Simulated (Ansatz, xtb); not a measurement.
Relative energy of two conformers of FH2N2Si−

Structure X: `[H]/N=[Si](/[NH-])F`, a singlet. Structure Y: `[H]/N=[Si](/[NH-])F`, a singlet. Both are isolated ions in the gas phase, relaxed with PBE0-D3(BJ)/def2-SVPD.

X (Å):

```xyz
6

F     0.1926   -1.3467    0.0429
N     0.8351    1.3243    0.5752
N    -1.5706    0.5651   -0.9897
Si   -0.2069    0.2869   -0.1354
H    -2.0260   -0.2834   -1.3186
H     1.6105    0.8642    1.0470
```

Y (Å):

```xyz
6

F    -0.4296    0.2828    1.0382
N    -2.0969   -1.0864   -0.7328
N    -1.9428    1.9371   -0.4249
Si   -1.6013    0.3614   -0.1545
H    -1.6441   -1.8946   -0.3110
H    -2.6530    2.0667   -1.1438
```

Energies in hartree; the thermal terms are from PBE0-D3(BJ)/def2-SVPD harmonic frequencies (ideal gas, rigid rotor, one conformer each, 298.15 K, 1 atm) and include the zero-point energy:

|  | X | Y |
| --- | --- | --- |
| E, CCSD(T)/def2-SVPD | −498.953271 | −498.955100 |
| E, MP2/def2-SVPD | −498.917120 | −498.918871 |
| E, MP2/def2-TZVPPD | −499.415734 | −499.417907 |
| zero-point energy | 0.030404 | 0.030557 |
| H(298 K) − E | 0.036312 | 0.036381 |
| G(298 K) − E | 0.003451 | 0.003027 |

**Question.** Correct the CCSD(T) difference for the basis set by the MP2 change, then work out ΔE, ΔE₀, ΔH and ΔG for X → Y in kcal/mol (1 Eh = 627.51 kcal/mol) and the equilibrium ratio [Y]/[X].

**Answer.** 1. Differences Y − X: CCSD(T) −0.001829, MP2 in the small set −0.001751, MP2 in the large set −0.002173 Eh.
2. ΔE = −0.001829 + (−0.002173 − (−0.001751)) = −0.002251 Eh = −1.41 kcal/mol.
3. ΔE₀ = ΔE + ΔZPE = −0.002251 + (+0.000153) Eh = −1.32 kcal/mol.
4. ΔH = ΔE + (+0.000069) Eh = −1.37 kcal/mol.
5. ΔG = ΔE + (−0.000424) Eh = −1.68 kcal/mol, so ΔS = (ΔH − ΔG)/T = +4.3 J/(mol K).
6. kT = 0.9442 mEh, so K = [Y]/[X] = exp(−ΔG/kT) = exp(+2.83) ≈ 17.

Structure Y is favoured at this temperature. An error of 1 kcal/mol in ΔG would change K by a factor of 5.4. Mirror images and further conformers aren't counted.

Other levels gave ΔE = −0.9 (PBE0-D3(BJ)/def2-SVPD); −1.5 (HF/def2-SVPD); −1.1 (MP2/def2-SVPD); −1.1 (CCSD(T)/def2-SVPD) kcal/mol. The correlated steps freeze 8 core orbitals. Programs: Ansatz 0.2.0.

Y is modestly favoured, and Hartree–Fock already gives this preference, so electron correlation isn't its source. Within each ion the two Si–N bonds are nearly equal, so the charge is delocalised over both nitrogens rather than localised as the imide/amide formula suggests. The conformers differ in the orientation of one N–H bond. In X both hydrogens point towards fluorine, leaving the in-plane nitrogen lone pairs facing each other. In Y one N–H is turned towards the other nitrogen, which probably relieves that repulsion and adds a favourable electrostatic contact. The cost is a lone pair facing fluorine and, probably, weaker donation into the Si–F antibonding orbital, in line with the shorter Si–F bond in Y. This opposition would explain the small net difference.

The entropy gain comes mainly from symmetry: X has a twofold axis that Y lacks, which lowers the rotational entropy of X. Y's two equivalent arrangements, with either N–H turned, are thereby already counted, and a further statistical factor would be double counting.
